# Where do the band edges of rutile lie at Z and R?

## The question

In rutile TiO₂ the filled levels come mainly from O 2p and the empty ones from Ti 3d. Here they are about 2 eV apart, and each edge moves by more than half an eV as the electron wave changes its wavelength and direction. Four special waves are known and two are left open. Can symmetry and counting tell where the levels lie at the other two?

Band energies of rutile TiO₂ in its measured cell (COD; P4_2/mnm, a = b = 4.594 Å, c = 2.959 Å), relative to the valence top. Computed with Ansatz 0.2.0 using PBE and scalar-relativistic all-electron PAW, without spin polarisation, with a 460 eV cutoff, a 6 × 6 × 9 k-point mesh and Fermi-Dirac smearing of 0.05 eV.

| k-point | k in reciprocal vectors | band -4 (eV) | band -3 (eV) | band -2 (eV) | band -1 (eV) | band +1 (eV) | band +2 (eV) | band +3 (eV) |
| --- | --- | --- | --- | --- | --- | --- | --- | --- |
| GAMMA | 0 0 0 | -0.69 | -0.42 | -0.42 | 0.00 | 1.93 | 2.26 | 2.46 |
| X | 0 0.5 0 | -1.61 | -1.61 | -0.74 | -0.74 | 2.61 | 2.61 | 3.04 |
| M | 0.5 0.5 0 | -1.28 | -1.28 | -1.01 | -1.01 | 1.98 | 1.98 | 2.56 |
| Z | 0 0 0.5 | ? | ? | ? | ? | ? | ? | ? |
| R | 0 0.5 0.5 | ? | ? | ? | ? | ? | ? | ? |
| A | 0.5 0.5 0.5 | -1.25 | -1.25 | -0.67 | -0.67 | 2.61 | 2.61 | 3.24 |

A k-point says how the wave changes from one cell to the next. A component of 0 means no change along that axis, and a component of 0.5 means a change of sign. Band -1 is the highest filled level at the point, and band +1 the lowest empty one.

Band +1 falls into two groups. It lies near 2 eV at GAMMA and M, and at 2.61 eV at X and A. Band +3 is split in the same way, about half an eV higher up.

## Why distance along an axis may mislead

The simplest guess is that a step along c costs the same wherever it starts. From M to A, band +1 rises by 2.61 − 1.98 = 0.63 eV. The same step puts it at 1.93 + 0.63 = 2.56 eV at Z and at 2.61 + 0.63 = 3.24 eV at R.

This additive rule lets the step along c act on its own, whatever the wave does along a and b. The cell, however, holds two Ti atoms and four O atoms, and what matters is which of their orbitals can mix.

## Counting the partners

Where an empty Ti d level mixes with a filled O 2p level below it, the d level is pushed up. The conduction edge should therefore be lowest where some combination of d orbitals escapes this mixing. Inversion symmetry helps to find such places, because even and odd waves do not mix.

Put the inversion centre on the first Ti atom. Its five d orbitals are even. The second Ti, at (½, ½, ½), is carried to its image in another cell, and its orbitals gain the factor cos 2π(k₁ + k₂ + k₃), where k₁, k₂ and k₃ are the three components of the k-point.

If the factor is +1, all ten d combinations are even. The oxygen atoms are exchanged in pairs, so their twelve 2p orbitals give six even and six odd combinations. Decoupling from the six even ones sets six conditions on ten coefficients, which leaves at least 10 − 6 = 4 d combinations that no O 2p level pushes up.

If the factor is −1, the d combinations divide into five even and five odd. Each group meets six O 2p combinations of its own parity, and no d combination is sure to escape. GAMMA and M have the factor +1, X and A have −1, which is the grouping seen in the table.

The argument treats all d orbitals as equal in energy and neglects direct coupling between Ti atoms. The grouping supports it, but the calculation was not analysed by orbital, so the cause rests on theory.

## The forecasts

For R, k₁ + k₂ + k₃ = 0 + ½ + ½ = 1, and the factor is +1. R thus belongs with GAMMA and M, whose mean is (1.93 + 1.98)/2 ≈ 1.96 eV. For Z the sum is ½, the factor is −1, and the level should be that of X and A.

| Level | Z (eV) | R (eV) |
|---|---|---|
| Band +1 | 2.61 ± 0.4 | 1.96 ± 0.2 |
| Band +3 | 3.14 ± 0.4 | 2.51 ± 0.3 |
| Band -1 | -0.81 ± 0.4 | -0.81 ± 0.4 |

The ranges are judgement, set wider than the scatter of so few points. The overall gap of 1.93 eV sets no strict lower limit at R, because the grid of k-points on which it was found does not contain that point.

The forecast for band -1 is weaker. Oxygen combinations without a d partner exist at every one of these points, so the count does not order the valence top. The value is simply the mean of X, M and A. GAMMA is left out because symmetry does not force its levels into pairs as it does at the other three.

Pairing itself can be forecast firmly: all levels at Z and R should come in twos. At R, a screw axis combined with time reversal gives −1 when applied twice, so no state can be its own partner. At Z, a glide plane turns each even state into an odd one of the same energy.

## The computed values

The withheld rows as computed:

| k-point | k in reciprocal vectors | band -4 (eV) | band -3 (eV) | band -2 (eV) | band -1 (eV) | band +1 (eV) | band +2 (eV) | band +3 (eV) |
| --- | --- | --- | --- | --- | --- | --- | --- | --- |
| Z | 0 0 0.5 | -2.33 | -2.33 | -1.41 | -1.41 | 2.98 | 2.98 | 3.19 |
| R | 0 0.5 0.5 | -2.04 | -2.04 | -1.01 | -1.01 | 1.95 | 1.95 | 3.22 |

The pairs are there at both points. Band +1 at R comes out at 1.95 eV, in line with the count, while the additive rule is 1.29 eV too high. This forecast was not blind, since R is generally known to compete with GAMMA and M for the conduction minimum of rutile. What the count adds is a possible reason why these three points belong together.

Their order is another matter. M lies only 0.05 eV above GAMMA, and R only 0.02 eV. Such differences can change with the geometry or the method, so the calculation supports a near-tie and not a robust winner. The gap itself is too small, as is usual with PBE; experiment gives roughly 3 eV.

At Z, band +1 lies at 2.98 eV, on the expected side but only just within the range. The count tells whether a d combination is sure to escape the oxygen levels. It does not tell how far the others are pushed up, and the mean of X and A was only a stand-in for that. The additive rule does no better here.

## Two clear misses

Band +3 is well placed at Z, but at R it lies at 3.22 eV, which is 0.71 eV above the forecast and far outside its range. The forecast took four low d levels for granted, as found at M. That promise holds only if O 2p is the sole partner.

The four O 2s orbitals also give two even combinations when the factor is +1. They set two more conditions, and the number of d combinations sure to escape drops from four to two. That is one pair, and one low pair is what R shows. The fuller count therefore does not guarantee the second low pair at M. Nor does it secure the edge at GAMMA: symmetry gives the two sure combinations the same energy there, whereas the lowest level in the table is single. Whether O 2s really lifts the second pair at R is a guess, because direct Ti–Ti coupling or unequal energies of the d orbitals could do so too.

The other miss is the valence top at Z. It lies at -1.41 eV, 0.60 eV below the forecast, whereas R at -1.01 eV falls within the range. The mean had no mechanism behind it, and the table suggests no simple one: a step along c lowers band -1 from GAMMA to Z and from X to R, but raises it from M to A. Coupling between oxygen atoms along that axis may play a part, but a fixed lowering per step does not fit.

The output below shows the fits: one mean per parity group for bands +1 and +3, taken from the four known points, and one mean for band -1 from X, M and A. Z and R entered none of them.

## What remains open

The fuller count agrees with one low pair at R, yet M has a second pair only about 0.6 eV above its first, while at R the distance is 3.22 − 1.95 = 1.27 eV. Is it O 2s, the neighbouring Ti atoms or unequal d energies that push the second pair up at R? Resolving these levels into their atomic orbitals would be the first step towards an answer.

Numerical output:

```
Ti d combinations without O 2p partner at factor +1, at least: 4
the same with O 2s counted too, at least: 2
fit of c1 on 4 rows: coefficient of same 1.955 +/- 0.018, coefficient of mixed 2.61 +/- 0.018; rms 0.0177, worst M -0.025, leave-one-out rms 0.0354
  rows outside the fit (model, value, miss): Z 2.61, 2.98, -0.37; R 1.955, 1.95, 0.005
fit of c3 on 4 rows: coefficient of same 2.51 +/- 0.079, coefficient of mixed 3.14 +/- 0.079; rms 0.0791, worst A -0.1, leave-one-out rms 0.158
  rows outside the fit (model, value, miss): Z 3.14, 3.19, -0.05; R 2.51, 3.22, -0.71
fit of v1 on 3 rows (edge > 0): constant -0.8067 +/- 0.1; rms 0.147, worst M 0.203, leave-one-out rms 0.22
  rows outside the fit (model, value, miss): GAMMA -0.8067, 0, -0.807; Z -0.8067, -1.41, 0.603; R -0.8067, -1.01, 0.203
class difference of band +1 (eV): 0.655
class difference of band +3 (eV): 0.63
rival additive rule, band +1 at Z (eV): 2.56
rival additive rule, band +1 at R (eV): 3.24
rival less computed at Z (eV): -0.42
rival less computed at R (eV): 1.29
band +1 at M less GAMMA (eV): 0.05
band +1 at R less GAMMA (eV): 0.02
Parity factor, splittings and gap at the same k (eV):
    row  factor  -3 less -4  -1 less -2  +2 less +1  gap at k
  GAMMA       1        0.27        0.42        0.33      1.93
      X      -1           0           0           0      3.35
      M       1           0           0           0      2.99
      Z      -1           0           0           0      4.39
      R       1           0           0           0      2.96
      A      -1           0           0           0      3.28
```
